Question

I have LDA ionisation energies for a run of nickel ions, with Dirac-Fock values and the NIST table beside them.

Nickel atom and ions in NIST's ground configurations, from Quantum ESPRESSO ld1.x 7.5 (spherical all-electron LDA-VWN5, scalar-relativistic, spin-polarised, open shells at highest spin, point nucleus). Ionisation energies are total-energy differences. The Dirac-Fock column is from a B-spline radial atomic code, version 1 (Dirac-Coulomb, Fermi nucleus, configuration average).

```
species   Z  charge (e)  electrons  configuration  electron removed from  ionisation energy (eV)  −ε(highest occupied) (eV)  highest level mean radius (bohr)  highest level  NIST table (eV)  kind of table value  stated uncertainty (eV)  computed less table (eV)  IE, Dirac-Fock (eV)
     Ni  28           0         28   [Ar] 3d8 4s2                     4s                 7.26729                     5.6807                            2.8208        4s down         7.639878             measured                  1.7e-05                    -0.373               6.6408
   Ni2+  28           2         26       [Ar] 3d8                     3d                 36.3391                     27.632                           0.98067        3d down           35.187             measured                    0.019                      1.15               34.494
   Ni4+  28           4         24       [Ar] 3d6                     3d                 76.9612                     65.886                           0.85206        3d down            76.06       semi-empirical                     0.06                     0.901               78.085
   Ni6+  28           6         22       [Ar] 3d4                     3d                 134.474                     120.84                           0.75071          3d up              132               theory                        2                      2.47               130.33
   Ni7+  28           7         21       [Ar] 3d3                     3d                 162.907                     148.42                           0.71946          3d up              162               theory                      2.1                     0.907               159.36
  Ni11+  28          11         17   [Ne] 3s2 3p5                     3p                 352.355                     336.35                           0.66155        3p down            351.6       semi-empirical                      0.3                     0.755               352.64
  Ni12+  28          12         16   [Ne] 3s2 3p4                     3p                 384.537                     368.51                           0.65034        3p down            384.5       semi-empirical                      0.5                    0.0374               386.86
  Ni13+  28          13         15   [Ne] 3s2 3p3                     3p                 427.044                     409.83                           0.63648          3p up            429.3       semi-empirical                      0.8                     -2.26               422.01
  Ni15+  28          15         13   [Ne] 3s2 3p1                     3p                 496.708                     479.37                           0.61616          3p up            495.4       semi-empirical                      1.7                      1.31               495.07
  Ni16+  28          16         12       [Ne] 3s2                     3s                 570.041                     554.19                           0.61688             3s           571.07       semi-empirical                     0.12                     -1.03               567.07
  Ni17+  28          17         11       [Ne] 3s1                     3s                 608.515                     592.72                           0.60863          3s up           607.02       semi-empirical                    0.019                      1.49               606.63
  Ni18+  28          18         10   [He] 2s2 2p6                     2p                 1545.32                     1494.2                           0.21071             2p           1540.1             measured                      0.5                      5.22               1545.4
  Ni20+  28          20          8   [He] 2s2 2p4                     2p                 1751.54                     1700.6                           0.20413        2p down             1758       semi-empirical                        4                     -6.46               1766.5
  Ni21+  28          21          7   [He] 2s2 2p3                     2p                 1893.83                     1838.2                           0.19956          2p up             1880       semi-empirical                        5                      13.8               1881.4
  Ni22+  28          22          6   [He] 2s2 2p2                     2p                 2005.90                     1950.0                           0.19651          2p up           2008.1       semi-empirical                      1.3                     -2.20               1999.2
```

Three things bother me. The ratio −ε / IE creeps towards 1, so does the eigenvalue become a good ionisation energy at high charge? Why does the LDA error jump from −6.5 eV at Ni20+ to +13.8 eV at Ni21+, where Dirac-Fock is suddenly almost right? And is LDA less Dirac-Fock simply the correlation energy? I would like to know where each method breaks and how to see it in the numbers.

Answer

IE below is the difference of total energies of the ion and of the ion with one electron fewer, ε the highest occupied Kohn-Sham eigenvalue of the starting ion, ⟨r⟩ the mean radius of that level, and an error is computed less NIST. The Dirac-Fock column comes from a separate B-spline radial atomic code (four-component Dirac-Coulomb Hamiltonian, Fermi nucleus, averaged over the configuration, no Breit or QED terms). Neutral Ni has to be set aside first. Its product ion is 3d9, so two 4s electrons leave and one 3d electron is gained. Its ratio of 0.782 compares a 4s eigenvalue with a rearrangement, and the row enters none of the fits below.

The eigenvalue is a slope, taken at the start of the removal. Let the occupation n of the highest level fall continuously by one. As charge leaves, what stays feels less repulsion and the level sinks. With the exact functional this would not happen: the energy is a straight line between whole electron numbers, and −ε equals IE. In LDA the fraction of an electron that remains repels the fraction that leaves through the Hartree term, and local exchange cancels only part of this self-repulsion, so the energy curves. Janak's theorem, ε = ∂E/∂n, holds approximately for these scalar-relativistic densities. If ε is linear in n and sinks by U over the removal,

IE = ½ [ −ε(start) − ε(end) ]
gap = IE − (−ε(start)) = U/2

Seven ions have the same spin level known at both ends. For Ni21+, −ε is 1838.2 eV, the 2p up level of Ni22+ lies at 1950.0 eV, and the mean of 1894.1 eV compares with IE = 1893.83 eV. In all seven the mean exceeds IE by 0.07 to 0.34 eV, while U runs from 22.5 to 112.1 eV. Since the theorem belongs to the method, this shows only that ε is nearly linear and that the gap is half the curvature. That self-repulsion causes the curvature is the standard argument, and it predicts a size: U should be the Coulomb integral F⁰ of the shell with itself, reduced by exchange and by the relaxation of the other electrons. The Dirac-Fock runs give F⁰/2 = 58.6 eV for 2p in Ni18+ and 18.7 eV for 3p in Ni12+, and the gaps are 0.87 and 0.86 of these.

A Coulomb integral scales as the inverse size of the shell, so gap = c/⟨r⟩. The average of gap × ⟨r⟩ over the fourteen ions other than Ni is c = 0.378 hartree bohr. For Ni18+, which was part of that average, 0.378 × 27.21 eV / 0.2107 = 48.8 eV, against 1545.32 − 1494.2 = 51.1 eV, or 5 % low. From Ni6+ upwards the formula is within 8 % of the gap. It overshoots by 9 % at Ni4+ and 20 % at Ni2+, where the softer ion probably relaxes more and screens U, and by 130 % at Ni. A straight-line fit of ln(gap) on ln⟨r⟩ over the same ions gives an exponent of −1.07, whereas a gap proportional to IE misses by about a factor of two in a typical row. The exponent is set mainly by the distance between shells. Within a shell the gap also depends on the spin channel: it stays at 51.12 and 50.94 eV from Ni18+ to Ni20+ while the level shrinks, then steps to 55.63 eV at Ni21+, and it steps from 16.03 to 17.21 eV between Ni12+ and Ni13+. Local exchange cancels more of the self-repulsion when the electron leaves a thinly filled spin channel, as the lone down electron of p⁴ does, than when it leaves a full one.

So the eigenvalue does not become a good ionisation energy. In a hydrogen-like picture IE grows as the square of the effective charge and 1/⟨r⟩ as its first power, so the ratio approaches 1 while the gap grows from 8.7 eV at Ni2+ to 55.9 eV at Ni22+. Between shells the gap follows radius and not charge: from Ni17+ to Ni18+ it jumps from 15.8 to 51.1 eV as the level shrinks from 0.609 to 0.211 bohr, and there the ratio falls. In every row the gap exceeds the error of the total-energy difference, which integrates over the curvature. Hartree-Fock cancels the self-repulsion exactly, and its orbital energy, averaged over the two p levels by their degeneracy, errs slightly the other way in the two ions examined: it overshoots the Dirac-Fock IE by 3.1 eV at Ni18+ and 0.7 eV at Ni12+, the relaxation that Koopmans' theorem leaves out.

The difference between the two IE columns is not correlation alone, because the columns describe different states. LDA fills the open shell at highest spin. Dirac-Fock averages over all states of the configuration and so loses the extra exchange that parallel spins enjoy, and NIST refers to the lowest level. Let P be the number of parallel-spin pairs among q electrons at highest spin. In the average, a pair is parallel with probability 2l/(4l+1), so the excess is

x(q) = P − [q(q−1)/2] · 2l/(4l+1)
IE(LDA) − IE(DF) = a + K [x(q) − x(q−1)]

with K the exchange gain per pair and a an offset. For p shells x is 0, 0.6, 1.8, 0.6, 0 for q = 1 to 5, and Slater-Condon theory gives K = F²/5, where F² is the quadrupole Coulomb integral of the shell. Removing an electron from p⁴ produces the favoured half-filled shell (−1.2 K); removing one from p³ destroys it (+1.2 K). The columns show this: LDA less Dirac-Fock is −15.0 eV at Ni20+ and +12.4 eV at Ni21+, −2.3 eV at Ni12+ and +5.0 eV at Ni13+. Least-squares lines through the four rows of each shell give K = 11.5 eV for 2p against F²/5 = 11.1 eV from the Ni18+ run, and 3.05 eV for 3p against 3.81 eV from the Ni12+ run, a fifth lower. For 3d K is 1.2 eV, with Ni2+ missed by 0.9 eV. Two parameters on four points is a weak fit, and the agreement with F²/5 is the stronger evidence. The offset, −0.7 eV for 2p, +1.5 for 3p and +2.3 for 3d, lumps together correlation, the error of local exchange and the differing Hamiltonians and nuclei, and these numbers cannot divide it.

The zigzag of LDA against NIST has another source. For p shells the highest-spin filling corresponds to the ground term, so the exchange is included; what neither column has is the fine structure. Spin-orbit coupling with constant ζ lowers p1/2 by ζ and raises p3/2 by ζ/2, so the lowest level of each ion lies below its average by an amount that depends on q. With δ(q) that negative shift, the correction to IE is δ(q−1) − δ(q). The Dirac-Fock 2p splitting in Ni18+ is 18.36 eV, so ζ = ⅔ × 18.36 = 12.24 eV. The closed shell has δ = 0 and the 2p⁵ ion δ = −ζ/2 = −6.12 eV, which turns the errors of +5.22 (LDA) and +5.30 eV (Dirac-Fock) into −0.9 and −0.8 eV. The sign of recognition is that two different methods agree within 0.1 eV and miss the table together by ten times its uncertainty. Breit, QED and recoil terms amount to −1.0 eV for this ion: too small to account for the original error, and, added to the correction, they deepen the remainder instead of closing it.

For two to four electrons ζ is comparable to the term splittings, and both have to be diagonalised together. Take p², with f = F²/25 (F²/5 = 11.12 eV) and nothing fitted. The J = 0 levels ³P₀ and ¹S₀ lie at −3f − ζ = −18.9 eV and +12f = 26.7 eV from the average and are coupled by √2 ζ = 17.3 eV. The lower root is

δ(2) = 3.9 − √(22.8² + 17.3²) = −24.7 eV

of which −3f = −6.7 eV is the exchange that LDA has and about −18 eV is spin-orbit. The half-filled shell has no first-order spin-orbit shift, and its three coupled J = 3/2 levels give only −4.9 eV. The LDA value at Ni21+ must therefore come down by 13.2 eV, from an error of +13.8 to +0.6 eV, while Ni20+ goes up from −6.5 to −1.9 eV. LDA keeps the full half-shell step, 142 eV from Ni20+ to Ni21+; Dirac-Fock has none of it and gives 115 eV; the table, where spin-orbit coupling has eroded the step, has 122 eV. Dirac-Fock is close at Ni21+ by cancellation: p³ gains mostly from exchange and p² mostly from spin-orbit coupling, both about 25 eV, and the net correction is 0.2 eV.

Over the four 2p rows the root-mean-square error falls from 8.1 to 2.1 eV for LDA and from 6.7 to 2.0 eV for Dirac-Fock with F² and ζ frozen at their Ni18+ values. Letting them grow as 1/⟨r⟩ and 1/⟨r⟩³ gives about 3 eV for both. The cube is the hydrogen-like rule and probably overstates the growth of ζ: the Dirac-Fock 2p splitting rises from 17.86 eV in Ni12+ to 18.36 eV in Ni18+, close to the inverse square of the 2p3/2 radius. Frozen and scaled values are best read as lower and upper bounds on that growth, and their spread as a rough measure of the precision of the model; the table itself is uncertain by 4 and 5 eV at Ni20+ and Ni21+. The rule can also be checked on an ion outside the table. A lone 2p electron really leaves from p1/2, so LDA should be low by about ζ, and the same calculation for Ni23+ has an error of −13.2 eV, which becomes −1.0 eV (frozen) or +2.6 eV (scaled). Ni22+ is the misfit: both methods end at +3.6 eV frozen and near +5 eV scaled, against an uncertainty of 1.3 eV, so the small raw LDA error there is partly luck.

In the 3p shell the same correction does not succeed. With ζ = 2.17 eV from Ni12+, Dirac-Fock improves only from 3.9 to 2.9 eV root-mean-square, and LDA worsens from 1.4 to 3.0 eV. The near-perfect +0.04 eV at Ni12+ becomes +1.1 eV, Ni15+ goes to +3.5 eV, and at Ni13+ both methods end about 5 eV low against an uncertainty of 0.8 eV. Since fine structure certainly exists, the small raw errors here hide cancellations. A remainder common to both methods points to something both lack, or to the semi-empirical reference.

One such thing is near-degeneracy. In a highly charged ion ns and np lie close, and the s² pair mixes with p² more freely the emptier the p shell is. The s rows have neither terms nor fine structure, so they show the missing pair correlation, of which this mixing is a part, without those effects: Dirac-Fock is 4.0 eV low for the 3s² ion Ni16+ and only 0.4 eV low for the single 3s electron of Ni17+. Breit, QED and recoil terms lower both values by about 0.3 eV, to 4.3 and 0.7 eV below the table, and leave the contrast intact. LDA, with a smooth electron-gas correlation, is −1.0 and +1.5 eV off in these rows. The same mixing stabilises the product ion more than the starting ion at Ni15+ and Ni22+ and would lower their true IE, which fits the sign of both remainders, though an estimate from the s–p exchange integral G¹ of the Dirac-Fock runs covers less than half of either. It acts in the same direction at Ni21+, where p³ barely mixes and p² does, and at Ni23+, so the small remainders of those two ions include it and are no more exact than the model. It has the wrong sign for Ni13+, since the ⁴S term of s²p³ has no partner in p⁵ while the p² product does mix. Mixing with the empty 3d shell is a guess, and that row stays unexplained.

In the 3d rows LDA is high throughout, by 0.9 to 2.5 eV, and Ni2+ has the largest relative error of the ions, +3.3 % of a measured value. A spherical high-spin d shell still averages over F and P terms for d², d³, d⁷ and d⁸, with the F term below the average by the same multiple of the Racah parameter B in each. That omission nearly cancels at Ni2+ and Ni7+ and is absent at Ni4+ (⁵D to ⁶S), so the errors of +1.15 eV at Ni2+ and +0.90 eV at Ni4+ are most plausibly the known overbinding of compact 3d electrons by LDA, with 3d fine structure left out as well. It does not cancel at Ni6+ (d⁴ to d³), where it has the sign of the error of +2.5 eV, but that reference is itself theory, uncertain by 2 eV.

The mean absolute errors, 2.7 eV for LDA and 3.2 eV for Dirac-Fock over all fifteen rows, therefore do not rank the methods. More than half of each comes from the 2p rows, where the mismatch of states is large, only three references are measured, and the LDA errors at Ni7+, Ni12+ and Ni15+ lie inside the stated uncertainty. A judgement of the functional needs the computed and tabulated values brought to the same level first, or rows such as Ni16+ and Ni17+, where both ions have a single level.
